The bond in carbon monoxide is worth roughly 11 eV, an ordinary single bond between carbon and carbon or carbon and oxygen 3 to 4 eV, and the thermal energy at room temperature about 0.03 eV. These three rough sizes are enough to read the table below. It follows one CO molecule from a place above a flat graphene sheet to a state in which its two atoms sit apart on the sheet.

Climbing-image nudged elastic band for CO splitting on a 3×3 graphene monolayer, computed with Ansatz 0.2.0 (PBE without dispersion correction, PAW, 420 eV cutoff, 2×2×1 k mesh, Gaussian smearing of 0.02 eV, no spin polarisation). Both ends are relaxed, energies exclude zero-point terms, and band forces are largest components, with a limit of 0.05 eV/Å.

```csv
row,energy over the start (eV),path length (Å),band force (eV/Å)
1,0.000,0.000,n/a
2,0.000,1.443,0.001
3,0.000,2.886,0.001
4,0.030,4.329,0.002
5,1.199,5.772,0.012
6,7.808,7.215,0.036
7,7.469,7.681,n/a
```

Each row is a snapshot, called an image, along a path between two relaxed end states. The energy over the start is measured from row 1, and the path length adds up the motion of the atoms from image to image. The band force shows how well each inner image has settled onto the path.

### Rows 1 to 4: why does so much motion cost so little energy?

By row 4 the system has covered 56 % of the path, yet the energy has risen by only 0.03 eV. The likely reason is distance, although the positions of the atoms in rows 2 to 4 are not shown. At the start the molecule floats about 3.7 Å above the sheet, too far away for its electrons to overlap much with those of the carbon atoms. CO has a closed shell and forms no bond at that range, so it can slide and turn almost freely.

The flatness is partly a product of the method. The calculation uses a semilocal functional without a dispersion correction, and dispersion is the main attraction between a closed-shell molecule and graphene. With it, the start would lie in a shallow well, roughly a tenth of an eV deep. The height and site of the molecule in row 1 therefore carry little meaning, but a correction of that size hardly matters beside the climb that follows.

### Row 5: how can the band force be tiny on a steep slope?

Row 5 lies 1.2 eV above the start, and the energy keeps rising steeply after it. Its band force is nevertheless only 0.012 eV/Å, while the mean slope from row 4 to row 5 is 0.81 eV/Å. The two numbers describe different directions.

An ordinary image in a nudged elastic band is like a bead on a wire. The real force along the wire, which would make the bead slide downhill, is removed, and springs keep the beads apart instead. What remains of the real force points sideways, and it vanishes when the wire lies along the floor of the energy valley. A small band force in row 5 thus says that the image is well placed sideways, and nothing about whether the energy there is level.

The energy of row 5 also leaves open what the molecule is doing. It may still be intact and pressed against the electrons of the sheet, or its bond may already be stretching. The first is a plausible guess, since 1.2 eV is small beside the strength of the CO bond.

### From row 5 to row 6: where is the bond broken, and what might be hidden there?

In this single step the energy jumps by 6.6 eV, which is 85 % of the whole climb. Most of the cost of breaking CO is paid here, between two neighbouring images. The table shows the bill but not how it is run up.

The gap comes from the way the band works. The highest image is freed from its springs and pushed uphill along the path until it finds a top. Here it came to rest close to the end, and the images before it spread out evenly over the long way from the start. They are 1.4 Å apart, so three steps were spent on the nearly free drift and only one on the breaking of the bond.

A smooth curve drawn through rows 5 and 6 would therefore promise too much. An intermediate state, or a top higher than row 6, could lie between them. The natural remedy is a second band with several images placed in this stretch alone.

### Row 6: is the top still a stretched molecule?

The path length gives an answer without a picture of the top. Row 6 is only 0.466 Å from the end state, in which carbon and oxygen are 2.97 Å apart. If the path length counts the motion of all atoms, the squares of their displacements add up to the square of this step. The distance between two atoms then changes most when they share the motion equally and move along the line between them, which gives $\sqrt{2}\times 0.466 \approx 0.66$ Å.

Carbon and oxygen are thus at least $2.97-0.66\approx 2.3$ Å apart at the top, about twice the length of the bond in free CO. The bond is already broken there. The top resembles the products, and its energy is close to theirs as well.

This is the pattern known as Hammond's postulate. When a reaction runs strongly uphill, the energy keeps rising until the new arrangement is almost complete, and only the last small adjustment brings relief. For a strongly downhill reaction the top is expected near the start instead. Read backwards, this path is such a reaction, and its top indeed comes early.

### Row 7: why does the end state lie so high, although four new bonds have formed?

At the end, the carbon atom bridges one carbon–carbon bond of the sheet and the oxygen atom bridges another close by. One bond has been broken and four have been made, yet the energy is 7.5 eV above the start. Counting bonds fails here, so the energies have to be balanced.

The balance uses three imagined steps. First, CO is lifted off the sheet, which costs almost nothing because it was hardly bound. Second, the free molecule is split into atoms, which costs about 11 eV. Third, the two atoms are placed on the graphene, which repays an energy $E_\text{b}$. The sum must equal the energy of row 7:

$$11\ \text{eV} - E_\text{b} \approx 7.5\ \text{eV}, \qquad E_\text{b} \approx 3.5\ \text{eV}.$$

The result is good to about an eV, because the bond energy is a rough recalled value and not one computed at the same level. It also includes whatever the two fragments do to each other at their short distance. Even so, its message is clear: the four new bonds together repay about as much as one ordinary single bond.

Graphene is a poor partner because it has no free bonds to offer. Each of its carbon atoms already has three neighbours and shares its fourth electron in the pi system that spreads over the whole sheet. To hold a new atom, it must withdraw that electron from the shared system. The relaxed structure bears this out: the two bridged bonds have lengthened from 1.4 to about 1.5 Å, the length of a single bond, and their atoms have risen by unequal amounts, so that the sheet is no longer flat.

Two further costs follow from the shape of the products. Each added atom closes a three-membered ring, whose narrow angles strain the bonds. The oxygen atom at least has the two bonds it normally forms, but the added carbon atom also has only two, where it would normally have four. Much of its capacity to bind is left unused.

### The whole table: which digits of the barrier can be trusted?

The climb from row 1 to row 6 is printed as 7.808 eV, but the last digits say little about the real barrier. Row 6 is well settled, and for the freed image a small band force does mean that the energy is nearly level in every direction. It has not been shown, however, that row 6 is a true pass, with a maximum along one direction and a minimum along all others. If it is a maximum along a second direction too, a lower way round it exists; if a higher top hides before it, this path costs more.

One statement survives these doubts. Whatever route is taken, the system must at least reach the energy of its end state. On this energy surface, the barrier to these products therefore cannot be lower than 7.5 eV. This lower bound already makes up 96 % of the computed climb, so a lower way round row 6 could save only a small part of it. A hidden higher top has no such limit and could raise the barrier by an amount that the table does not show. The k mesh is also coarse, the cell is small and no dipole correction was applied. The effect of these settings has not been tested, so even the first decimal should be read with care.

The way back is a different matter. From row 7 to row 6 the climb is only 0.34 eV, a small difference between two large energies, and an improper top or a hidden one would change it directly. It is safe to say that no large barrier has been found that would protect the separated atoms from recombining. A lifetime calculated from this number would not be safe.

### What would change if the electrons were free to align their spins?

The calculation forces every electron to be paired. That suits row 1, since both CO and clean graphene are closed-shell systems. It is less safe in rows 6 and 7, where a carbon atom with two bonds has two electrons left over. Such electrons may prefer parallel spins, as they do in some simple molecules with a two-bonded carbon atom.

Allowing this freedom can only lower an energy or leave it as it is. The forward climb and the lower bound of 7.5 eV might therefore both shrink, while the small climb back could change in either direction. How much they would change has not been tested. Semilocal functionals also tend to underrate barriers, which is an error of the opposite sign, but the two cannot be assumed to cancel.

### What would change if the sheet were replaced by a reactive metal?

The balance for row 7 shows what to look for. The cost of splitting the free molecule stays at about 11 eV. Lifting CO off is no longer almost free, however, since a reactive metal also binds the intact molecule. The energy of the end state then depends on how much the surface repays for the two atoms, and even a favourable balance does not by itself make the barrier low. A metal such as iron has partly filled d states at its surface, which can bind carbon and oxygen without breaking up a stable pi system. CO does split on iron, so the repayment there must come close to the full price or even exceed it.

For graphene used as a transistor channel or a gas sensor, the same balance means that heat alone should not make CO split on a perfect part of the sheet. The molecule would leave long before its bond broke. Edges and vacancies do have free bonds to offer, so this conclusion should not be carried over to them.
